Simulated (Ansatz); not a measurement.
**Ti$_{4}$O$_{3}$: moving O off its site**

Ti$_{4}$O$_{3}$, I4/mmm, a = 4.258 Å, c = 8.203 Å. The structure is a Materials Project entry; whether it is the stable form wasn't checked. Ansatz: r2SCAN, PAW, 500 eV, Γ-centred 14×14×14 mesh on 7 atoms, Gaussian smearing 0.15 eV; no spin polarisation.

```
Ti O
1.0
    -2.12890    2.12890    4.10162
     2.12890   -2.12890    4.10162
     2.12890    2.12890   -4.10162
Ti O
4 3
Direct
  0.00000 0.50000 0.50000
  0.27062 0.27062 0.00000
  0.50000 0.00000 0.50000
  0.72938 0.72938 0.00000
  0.75000 0.25000 0.50000
  0.00000 0.00000 0.00000
  0.25000 0.75000 0.50000
```

Atom 5 (O) moves by x along the unit vector (0.000, 0.000, 1.000), with its periodic images; all else is held. y is the free energy of the cell over the start, F the force along the path summed over the moved atoms. Symmetry makes y even in x.

| x (Å) | y (meV) | F (eV/Å) |
| --- | --- | --- |
| -0.1000 | ? | ? |
| -0.0333 | 8.0 | 0.48 |
| 0.0000 | 0.0 | 0.00 |
| 0.0500 | 18.1 | -0.73 |
| 0.0667 | 32.3 | -0.98 |
| 0.0833 | 50.6 | -1.23 |

Fit y = c2 x² + c4 x⁴ to the energies of the other rows, give the force constant, and predict energy and force of the missing row.

Least squares on the rows shown. y = 7206 x² + 12420 x⁴. The force constant is 2 c2 = 14.4 eV/Å² (for all images moving together, not for a lone atom). The force −dy/dx at the missing row is 1.49 eV/Å (computed 1.49). At x = -0.1000 the fit asked for gives 73.3 meV. The run gave 73.3 meV, the same to the digits shown. The form still works here, 20 % of the fitted range beyond its end.

Spin polarisation was left out, and a magnetic state may lie lower.

Cost: 6 runs of about 13 core-minutes in all, on Intel Xeon 6975P-C (Granite Rapids) (shared hosts).

The oxygen sits in a single, nearly harmonic well along this path, with no sign of an off-centre minimum. It lies between two titanium atoms on the line of motion, so each step compresses one Ti–O contact while stretching the opposite one. The odd terms cancel by symmetry, and the steepening short-range repulsion probably accounts for the slight hardening seen in the positive quartic term. The partly filled Ti 3d shell expected at this low oxidation state also weakens the drive towards off-centring familiar from d⁰ titanates, where empty d states mix with O 2p and long-range dipolar forces go largely unscreened.

The quartic part is only a small share of the energy even at the missing row, so the good prediction there chiefly confirms the curvature and says less about the exact anharmonicity. Because a symmetry-equivalent oxygen in the cell stays fixed, the motion is not a normal mode, and the force constant does not translate directly into a phonon frequency.
